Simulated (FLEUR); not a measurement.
# Nickel moment and the parallel versus type-I antiparallel balance in rocksalt NiO against cell volume, PBE+U (FLAPW)

NiO is a well-known antiferromagnet, yet in these calculations an antiparallel order lies above the parallel one at every volume shown. The puzzle resolves once we see which nickel neighbours the two orders compare, and that also tells us what the volume dependence means. It matters for NiO layers in magnetic stacks, where a change of lattice spacing alters the exchange couplings. We follow the nickel sphere moment and the free energy of the type-I antiparallel order less that of the parallel order, per nickel atom, so that a positive value favours parallel spins. The level is PBE with U = 6 eV on Ni d. All lengths are scaled alike from the measured cell, so this is uniform expansion or compression, not the in-plane strain of a film.

## Systems and settings

NiO (rocksalt): the measured cell (COD); 2 atoms in the primitive cell, fractional positions held. First order: parallel (+); second order: antiparallel (+-, cell doubled at q=(0,1/2,1/2)), q in fractions of the reciprocal vectors of the primitive cell. FLEUR MaX-R8.1, all-electron FLAPW in bulk geometry, scalar-relativistic valence, PBE with U = 6 eV on Ni d (double counting: FLL), basis cutoff 4.4 1/bohr, density cutoff 13.2 1/bohr, Fermi-Dirac smearing of 0.05 eV, muffin-tin radii Ni 2.35, O 1.33 bohr. Local moments are those inside the muffin-tin spheres. Collinear spins without spin-orbit coupling, 8x8x8 k-points for the first order in every row. The same in all rows: net spin moment of the whole primitive cell, first order: 2.000 μB/cell.

Notes on method and selection:

- Each run ends in the state reached from its typed start, which may not be the lowest.
- The spheres keep their radius, so sphere moments at unlike sizes cover unlike shares of space.
- The two orders are a test pair; neither need be the ground order.
- In rocksalt, q = (0,1/2,1/2) is the type-I order and q = (0,0,1/2) the type-II order.
- Runs that did not converge, have known faults or may not be shown are not listed, and runs on Ansatz's PAW sets soft_1 and soft_2 are kept to separate tables.

Columns:

- relative volume: volume of the cell over its starting value, all lengths scaled alike.
- band gap (eV): Kohn-Sham band gap of the first order on its k-point mesh; set to zero under 0.1 eV or twice the smearing width (level spacings that a finite mesh gives in a metal), blank from there to 0.3 eV, where the mesh cannot tell.
- moment, second order (μB): largest spin moment inside a sphere, second order.
- largest local moment (μB): largest spin moment inside a sphere, first order.
- second less first (meV): free energy of the second order less the first, per magnetic atom, where the second keeps its moments.
- energy of strained cell (meV/cell): free energy of the strained cell in the first order above its lowest row, per primitive cell; its curvature gives the bulk modulus (equation of state).

## The series

| member | relative volume | band gap (eV) | moment, second order (μB) | largest local moment (μB) | second less first (meV) | energy of strained cell (meV/cell) |
| --- | --- | --- | --- | --- | --- | --- |
| relative volume 0.88 | 0.88 | 1.97 | 1.774 | 1.765 | 11.18 | 357.5 |
| relative volume 0.91 | 0.91 | 2.10 | 1.782 | 1.772 | 10.70 | 222.2 |
| relative volume 0.94 | 0.94 | 2.25 | 1.789 | 1.779 | 10.22 | 127.2 |
| relative volume 0.97 | 0.97 | 2.35 | 1.795 | 1.786 | 9.74 | 60.6 |
| relative volume 1 | 1.00 | 2.43 | 1.802 | 1.792 | 9.20 | 23.3 |
| relative volume 1.03 | 1.03 | 2.32 | 1.807 | 1.797 | 8.68 | 0.0 |
| relative volume 1.06 | 1.06 | 2.15 | ? | ? | ? | ? |
| relative volume 1.09 | 1.09 | 1.99 | 1.817 | 1.807 | 7.70 | 31.0 |
| relative volume 1.12 | 1.12 | 1.89 | 1.821 | 1.811 | 7.21 | 51.5 |

Cells marked ? are withheld until the estimate has been made.

## Mechanism

From relative volume 0.88 to 1.12 the energy difference falls from 11.18 to 7.21 meV per nickel atom, a mean slope of (7.21 − 11.18) / (1.12 − 0.88) = −16.5 meV per unit of relative volume, or about −0.17 meV for each per cent of expansion. The sign does not change.

In both orders all six second neighbours of a nickel atom are parallel, so the strong 180° Ni–O–Ni coupling, which makes NiO a type-II antiferromagnet, cancels. What remains is the nearest-neighbour coupling through 90° Ni–O–Ni paths. If a parallel pair contributes $-j$ and an antiparallel pair $+j$, and more distant couplings are neglected, the difference is $8j$. At the starting volume $j$ = 9.20 / 8 = 1.15 meV, weakly ferromagnetic, as expected for half-filled $e_g$ orbitals that meet through orthogonal oxygen p orbitals.

Expansion weakens the Ni–O overlap, which should weaken this coupling too. A simple scaling takes the fourth power of a p–d hopping that goes roughly as $d^{-3.5}$ with bond length $d$. As $d$ goes as the cube root of the volume, the coupling then falls with the volume to the power 4 × 3.5 / 3 = 4.67, which would leave (0.88 / 1.12)^4.67 = 0.32 of the coupling across the series; the table leaves 7.21 / 11.18 = 0.645. A smaller antiferromagnetic part that fades faster than the ferromagnetic one would slow the fall in this way, but that is only a possibility.

The moment responds little. In the parallel order it rises from 1.765 to 1.811 μB, while the net moment stays at 2.000 μB per cell. The spin outside the nickel sphere therefore drops from 2.000 − 1.765 = 0.235 to 2.000 − 1.811 = 0.189 μB, as weaker covalency returns spin from oxygen to nickel. The type-I moment is higher by about 0.01 μB in every row that shows both.

The parallel-order gap behaves differently: among the rows it is largest at the starting volume, 2.43 eV, and smaller on either side. The energy difference passes through that region without a bend of similar size, so it does not follow this gap.

## An estimate before looking

Plain estimates from the members shown:

- relative volume 1.06, straight-line interpolation between relative volume 1.03 and relative volume 1.09: w = (1.06 − 1.03) / (1.09 − 1.03) = 0.500, so 8.68 + 0.500 × (7.70 − 8.68) = 8.19 meV

We use the straight line between the two neighbours of relative volume 1.06, which gives (8.68 + 7.70) / 2 = 8.19 meV. The same midpoint rule, with the same spacing, can be tried on four shown members:

- 0.91: (11.18 + 10.22) / 2 = 10.70, table 10.70
- 0.94: (10.70 + 9.74) / 2 = 10.22, table 10.22
- 0.97: (10.22 + 9.20) / 2 = 9.71, table 9.74
- 1.00: (9.74 + 8.68) / 2 = 9.21, table 9.20

The root-mean-square miss is 0.016 meV, which we round up to an error of 0.02 meV.

Curvature gives no reason to move the value. The slope is −0.52 / 0.03 = −17.3 meV per unit of relative volume just below 1.03 and −0.49 / 0.03 = −16.3 just above 1.09. That change, spread over 0.09 between the midpoints of the two intervals, would lower the estimate by (1.0 / 0.09) × 0.03² / 2 = 0.005 meV, well inside the error.

The other columns argue for no shift either. The moments of both orders rise smoothly from 1.03 to 1.09, which suggests the same electronic state on both sides. The strained-cell energies are uneven by several meV, possibly because the basis changes with volume at fixed cutoff, but such an error should largely cancel between two orders at the same volume. The main risk is a run that settled in a different state, which the error bar does not cover.

**Committed estimate, relative volume 1.06: second less first = 8.19 ± 0.02 meV.**

## Check

| member | relative volume | band gap (eV) | moment, second order (μB) | largest local moment (μB) | second less first (meV) | energy of strained cell (meV/cell) |
| --- | --- | --- | --- | --- | --- | --- |
| relative volume 1.06 | 1.06 | 2.15 | 1.812 | 1.802 | 8.20 | 10.2 |

| member | estimate | second less first (meV) | computed | estimate − computed | miss in error bars |
| --- | --- | --- | --- | --- | --- |
| relative volume 1.06 | committed | 8.19 | 8.20 | −0.01 | 0.5 |
| relative volume 1.06 | interpolation | 8.19 | 8.20 | −0.01 |  |

The estimate of 8.19 meV per nickel atom lies 0.01 meV below the computed 8.20 meV, inside the error bar of 0.02 meV. It is the plain interpolation itself, so our reasoning added an error bar but no accuracy. The curvature shift of −0.005 meV that we left out is too small to be tested at the printed rounding.

The moments support the expectation that the electronic state stays the same between the neighbouring volumes. Both nickel moments, 1.802 μB in the parallel order and 1.812 μB in the type-I order, fall exactly midway between those at 1.03 and 1.09.

The result confirms a smooth volume dependence but says little about its origin. Any exchange mechanism that varies gently with bond length would pass this test. Why the coupling fades more slowly than the simple hopping estimate remains open.

## Departures from the trend

In the energy difference between the orders no row stands out. The largest departure from the straight line joining the end rows is about 0.05 meV, at relative volume 0.97, against a total change of 3.97 meV.

The energy of the strained cell is less regular. From 0.97 to 1.12 its successive steps are 23.3 − 60.6 = −37.3, 0.0 − 23.3 = −23.3, 10.2 − 0.0 = 10.2, 31.0 − 10.2 = 20.8 and 51.5 − 31.0 = 20.5 meV per cell. The increase from one step to the next is therefore 37.3 − 23.3 = 14.0, 10.2 + 23.3 = 33.5, 20.8 − 10.2 = 10.6 and 20.5 − 20.8 = −0.3 meV, where a smooth energy curve near its minimum would give similar, slowly changing values. A likely cause is the basis: at a fixed cutoff the number of plane waves changes in jumps as the cell grows, and the product of cutoff and oxygen radius, 4.4 × 1.33 = 5.9, is modest. Such errors largely cancel between two orders at one volume, which fits the smoothness of their difference. A bulk modulus taken from three neighbouring rows would be unreliable.

## What to take away

Between relative volumes 0.88 and 1.12, expansion weakens the preference for parallel over type-I order almost linearly, without reversing it. Within this range, the energy difference at a volume midway between two rows 0.06 apart can be estimated to within about 0.03 meV per nickel atom.

In practical terms, lengthening all cell edges by 1% from the starting cell raises the volume by about 3% and lowers the energy difference by 9.20 − 8.68 = 0.52 meV per nickel atom, or 0.52 / 9.20 = 5.7%. This applies to uniform expansion; a film strained only in its plane has unequal nickel–nickel distances and needs separate treatment.

The largest omission is the type-II order, the actual antiferromagnetic order of NiO. It is stabilised by the strong 180° coupling through oxygen, which cancels between the two orders compared here, so the table cannot show how that coupling changes with volume.
